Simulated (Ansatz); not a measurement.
**Computed against measured: atomisation enthalpy at 298 K**

6 molecules with two or more fluorines; the atomisation enthalpy at 298 K in kJ/mol, computed less measured. Shapes, held fixed at every level: PBE0-D4/def2-TZVP. Thermal terms are harmonic and unscaled (PBE0-D4/def2-TZVP); the spin-orbit lowering of the free atoms is taken from their spectra. Programs: Ansatz 0.2.0. Measured values: Active Thermochemical Tables, CRC Handbook of Chemistry and Physics, NIST-JANAF tables.

Levels: A = B3LYP-D4/def2-TZVPP; B = r2SCAN0-D4/def2-TZVPP; C = wB97M-V/def2-TZVPP.

```csv
molecule,from tabulated heats,A,B,C
PF3 (phosphorus trifluoride),1513,-25,-85,+9
CHBrF2 (bromodifluoromethane),1630,-15,-44,+1
SF6 (sulfur hexafluoride),1974,-79,-99,+6
C2BrF5 (bromopentafluoroethane),3007,-32,-81,+23
C2HF5 (pentafluoroethane),3149,-21,-79,+27
Si(SiF3)F3,3760,-113,-167,-65
```

(1) Which level does best on this set, which worst, and which err to one side?

Results:

(1) 
| level | kind | mean error | mean absolute error | worst case |
| --- | --- | --- | --- | --- |
| B3LYP-D4/def2-TZVPP | global hybrid | -47.5 | 47.5 | Si(SiF3)F3 |
| r2SCAN0-D4/def2-TZVPP | global hybrid | -92.5 | 92.5 | Si(SiF3)F3 |
| wB97M-V/def2-TZVPP | range-separated hybrid | +0.2 | 21.8 | Si(SiF3)F3 |

On this set wB97M-V/def2-TZVPP has the smallest mean absolute error and r2SCAN0-D4/def2-TZVPP the largest. B3LYP-D4/def2-TZVPP is too low in 6 of 6; r2SCAN0-D4/def2-TZVPP is too low in 6 of 6; wB97M-V/def2-TZVPP is too high in 5 of 6. The heats of C2BrF5, C2HF5, Si(SiF3)F3 come from older tables and can be uncertain by 10 kJ/mol or more. Heats of the atoms come from ATcT where it has them. For wB97M-V/def2-TZVPP the error tends to grow with the atomisation enthalpy. Relativity is left out for Br. The set is small.

The near-zero mean error of wB97M-V comes from cancellation: five small to moderate overestimates are offset by the -65 for Si(SiF3)F3. That molecule is the most negative row at all three levels, while SF6, also rich in polar bonds to a third-period atom, comes out at +6 with wB97M-V. This suggests that the tabulated heat of the disilane contributes to the discrepancy, though a silicon-specific error shared by the functionals remains possible.

The order of binding is firmer, because the reference value cancels between levels: in every row r2SCAN0 binds least and wB97M-V most. Exact exchange without matching correlation weakens bonds, since it misses the left-right correlation that is important where compact, lone-pair-rich fluorine atoms are bound. The underbinding of the two global hybrids probably reflects an incomplete balance between these terms. It does not simply follow the number of bonds to fluorine, as r2SCAN0 misses PF3 by almost as much as SF6. Errors in reaction energies that conserve bond types could be much smaller.
